## Counting neighbours in titanium

An electron that sits on one atom of a metal can hop to each of its Z nearest neighbours and back. There are Z such return trips, and their number sets the mean square width of the band. The width itself therefore grows as √Z. A partly filled band gains energy in proportion to its width, so an atom with twelve neighbours is bound more strongly than one with six, but not twice as strongly.

This square root has a second consequence. If the bond energy per atom grows as √Z, the share of each single bond falls as 1/√Z. An atom that loses neighbours puts more into each bond that remains, and those bonds become shorter. An open lattice of a metal is thus built from few, short, strong bonds, and a dense one from many longer and weaker ones.

The simplest rule that follows is that loose packing costs energy. The table tests it on one element, with a density functional calculation for thirteen arrangements of titanium atoms. "Volume per atom" measures the looseness, and "over lowest" is the energy above the best arrangement in the table.

Structures of titanium, with cell and atoms relaxed to zero pressure within the symmetry of the starting structure. Calculated with Ansatz 0.2.0, plane-wave PAW DFT with the r2SCAN functional, scalar-relativistic and without spin polarisation. Plane-wave cutoff 500 eV, Gaussian smearing 0.1 eV, energies extrapolated to zero smearing.

```csv
found from,space group number,atoms in cell,volume per atom (Å³),over lowest (meV/atom)
database cell,191,3,17.01,0.0
Sm type,166,3,17.37,44.0
database cell,225,1,17.36,88.0
database cell,229,1,17.20,153.0
changed type,69,2,17.40,186.0
W type,223,8,17.40,245.0
changed type,139,2,18.51,260.0
Sn type,191,1,17.45,422.0
Sn type,141,2,17.17,474.0
Ca type,221,1,18.13,932.0
changed type,166,12,20.25,979.0
changed type,191,2,23.77,1530.0
Si type,227,2,21.38,2598.0
```

Some entries go by other names. The row at zero is the omega phase, with three atoms in the cell. Space group 225 is face-centred cubic (fcc), 229 is body-centred cubic (bcc), 221 is simple cubic and 227 is the diamond lattice. "Sm type" is a stacking of close-packed layers called 9R, and "W type" is the A15 structure, not bcc. The "changed type" row of space group 69 started as the black phosphorus structure and relaxed into a different, dense one.

### Where the volume rule breaks

The rule holds in outline: the tightest row is the lowest, and the four dearest rows all have more than 18 Å³ per atom. A straight line gives the rule a size. Fitted by least squares to every row except diamond, it rises by 211 ± 36 meV/atom for each Å³. Diamond was left out because a lattice of four short bonds is not a packing of spheres, and because its break should be measured against the other rows.

The break is large. The line puts diamond at about 1.1 eV/atom, and the calculation gives 2.6. The typical miss of the fitted rows is only 0.2 eV/atom. If diamond is let into the fit it pulls the line upwards, yet it still lies 1.1 eV/atom above it.

Simple cubic breaks the rule in the same direction, by 0.5 eV/atom above the line fitted without diamond. The row of space group 139 misses the other way: it is looser than simple cubic, yet costs only 260 meV/atom, and its neighbours have not been examined here. The loosest row of all, at 23.77 Å³, lies close to that line, but this is no success of the rule. A point so far from the others largely fixes the slope and draws the line to itself.

A third break sits among the dense structures. Eight rows lie between 17.01 and 17.45 Å³, a range for which the line allows a difference of about 0.1 eV/atom. Their energies spread over 474 meV/atom. Volume says almost nothing about the order within this group.

### What the volume hides

Simple cubic shows why volume is a poor witness. In going from fcc to simple cubic an atom loses half of its twelve nearest neighbours. Had the bonds kept their fcc length of 2.906 Å, the volume would have risen to 2.906³ ≈ 24.5 Å³ per atom. It rises only to 18.13 Å³, because the bonds shrink by a tenth.

The shrinking is what the square root foretold. It fills most of the space that the lost neighbours left behind, so the lattice looks almost as dense as fcc. The energy isn't repaired to the same degree. Volume records the space after the bonds have contracted, while the energy still remembers how many bonds there are.

The two "Sn type" rows may be milder cases of the same kind. They cost more than 0.4 eV/atom at volumes close to that of fcc. In tin these lattices have roughly six to eight close neighbours, which would place them between simple cubic and the close-packed structures. A bare count would overprice them, though. Six neighbours is the simple cubic case at 932 meV/atom, and the law below puts eight at about 0.6 eV/atom, so slightly more distant atoms would have to help. Whether titanium keeps those shapes after relaxation has not been examined here, so this reading is a guess.

### Diamond from simple cubic

If neighbours matter more than volume, the cost of simple cubic should foretell that of diamond. The estimate needs a law for bonds that are free to relax. Let the repulsion between two atoms fall with their distance r as e^(−pr), and the hopping between them as e^(−qr). With constants A and B, the energy per atom is

E = Z A e^(−pr) − √Z B e^(−qr).

At the best distance the repulsion cancels a fixed fraction q/p of the bond energy. Putting that distance back into E leaves

E ∝ −Z^x, with x = (p − 2q) / (2(p − q)).

Two limits enclose the answer, as long as only nearest neighbours are counted. If the repulsion is very steep, the bonds can't contract and x is one half, the plain square root. If p comes down towards 2q, contraction repairs nearly all of the loss and x goes to zero. The cost then follows the logarithm of Z.

The constants drop out when two costs are compared. Count both from fcc, with twelve neighbours, and ask how much dearer diamond, with four, is than simple cubic, with six. The square root gives

(1 − √(4/12)) / (1 − √(6/12)) = 1.44,

and the logarithm gives ln 3 / ln 2 = 1.58. The strength of the relaxation, which is hard to know, hardly matters.

The numbers can now go in. Simple cubic lies 932 − 88 = 844 meV/atom above fcc. The square root then puts diamond at 88 + 1.443 × 844 ≈ 1306 meV/atom, and the logarithm puts it at 88 + 1.585 × 844 ≈ 1426. Fcc and simple cubic set the scale, while diamond took no part in it and can serve as a test.

The prediction fails by a wide margin. The computed value is 2598 meV/atom, so even the kinder limit falls short by nearly 1.2 eV/atom. Counting nearest neighbours instead of volume moves the estimate in the right direction, but it removes only a small part of the break. About half of what diamond costs above fcc is left unexplained by the number of its nearest neighbours.

The count has a weak point that matters for exactly this pair: it stops at the first shell. Simple cubic has twelve second neighbours only about 1.1 Å beyond its first, while the twelve of diamond lie about 1.5 Å beyond. Hopping falls off exponentially, so the second shell should repair more of the loss in simple cubic than in diamond. Simple cubic then sets too low a scale, and the same law summed over more shells is expected to give a clearly larger ratio and to remove much of the break. That sum is not part of the estimate above.

### Width is not shape

The count knows one thing about a band, its width. It takes for granted that the levels are spread over that width in the same way in every lattice. Two bands of equal width can still bind differently at the same filling. If one has many levels low down and a dip where the filling ends, its electrons have lower energies on average than those of a band with a peak there.

Silicon is the limiting case in which shape wins over width. Its four valence electrons occupy combinations of s and p orbitals that point at four neighbours. They fill the bonding levels completely, and a gap separates these from the empty ones. That gain pays for the neighbours that the diamond lattice gives up.

Titanium also has four valence electrons, but they belong to s and d levels, and its p levels lie high. Combinations of the silicon kind would be expensive. One s and three d orbitals can also be combined to point at four neighbours, but d orbitals are compact and overlap less, so a reward as large as silicon's is not to be expected. This is a chemical argument for why diamond is not a low structure of titanium, and the table doesn't test it. Much of the extra cost beyond the count is expected to come from the neglected second shell. A d band of unfavourable shape or a repulsion that the simple law describes badly may add to it, and the total energies don't separate these causes.

One setting bears on this break. The calculation gave both spins the same orbitals, so no atom could carry a magnetic moment. That should be harmless for the lowest structures, since ordinary titanium is not magnetic. It is less safe for A15, which has many more levels at the Fermi level, as shown below. A moment in the diamond lattice would lower its energy and reduce the break, but by how much is untested.

The relaxations also kept the symmetry of each starting structure. Simple cubic and diamond may therefore be saddle points, from which the atoms would slide into something cheaper if they were free to. Their costs here are those of the ideal lattices.

### The order among the dense structures

The cleanest evidence that shape matters comes from fcc and 9R. Both are stacks of the same close-packed layers, with twelve nearest neighbours and practically equal volumes. The cell from which the 9R run started was about 2% flatter than ideal stacking, and its exact shape after relaxation has not been examined here. Fcc and 9R still differ by 44 meV/atom. Neither packing nor counting can tell them apart, so the difference must lie in how more distant atoms are arranged and what this does to the levels.

More neighbours don't help here either. In the relaxed omega cell, with edges of 4.568 and 2.825 Å, an atom has on average twelve neighbours at 2.64 to 2.99 Å, the same number as in fcc. Bcc has fourteen if its second shell, only 15% farther away than the first, is counted, and A15 has between twelve and fourteen. Yet bcc and A15 are the dearer ones, at 153 and 245 meV/atom.

The same calculation offers a rough view of the band where the filling ends. It smears the occupation of the levels slightly around the Fermi level, and the entropy of this smearing grows with the number of levels found there. Take first the six dense rows other than the two "Sn type" ones. Among these, omega has the fewest levels and A15 about four times as many. The order by this measure is the order by energy, except that bcc and the row of space group 69 change places.

Within these six rows, that is the pattern a simple d-band explanation calls for: the favoured structure has its Fermi level where levels are scarce. The two "Sn type" rows break it. Their smearing entropies are about 4.0 and 6.4 meV/atom, against 3.5 for omega and 7.4 for fcc. They too have few levels at the Fermi level, yet they are the dearest of the eight, and over all eight rows the pattern is lost.

Few levels at the Fermi level are thus not enough to make a structure cheap. The measure may still mean something among structures with equally many close neighbours, if the "Sn type" rows are dear because they have fewer. That rests on the guess made above about their shapes, so the order of the other six is a hint at most. For bcc there is also a limit of temperature. Its cell was held cubic at absolute zero, where bcc titanium is unstable, and it is the vibrations of the hot metal that make it a real phase.

### Using the argument

The stacking pair allows an estimate for a close relative. In fcc no layer has the hexagonal surrounding, in 9R two thirds of them have it, and in hexagonal close packing (hcp), the form of titanium at room temperature, all have it. If each such layer saves the same energy, hcp lies at 88 − (3/2) × 44 = 22 meV/atom above omega. The estimate rests on two rows and on the assumption that only adjacent layers matter, so it shows where hcp should fall and not its exact place. The energies also leave out heat and the zero-point motion of the atoms, which could matter for a difference this small. So could numerical error, which the makers of the data put at about 4 meV/atom for metals, from tests on other systems and not from these runs.

For an unfamiliar arrangement of titanium atoms, the first thing to count is therefore the close neighbours, not the empty space. The five structures discussed here with about twelve or more lie within a quarter of an eV per atom of one another. The shape of the band may decide among them, but the number of levels at the Fermi level alone is no safe guide to the cost of a structure. Simple cubic, with six, costs near 1 eV/atom, and diamond, with four, costs far more than a count of nearest neighbours allows. In open lattices the distance of the second shell has to be checked as well.
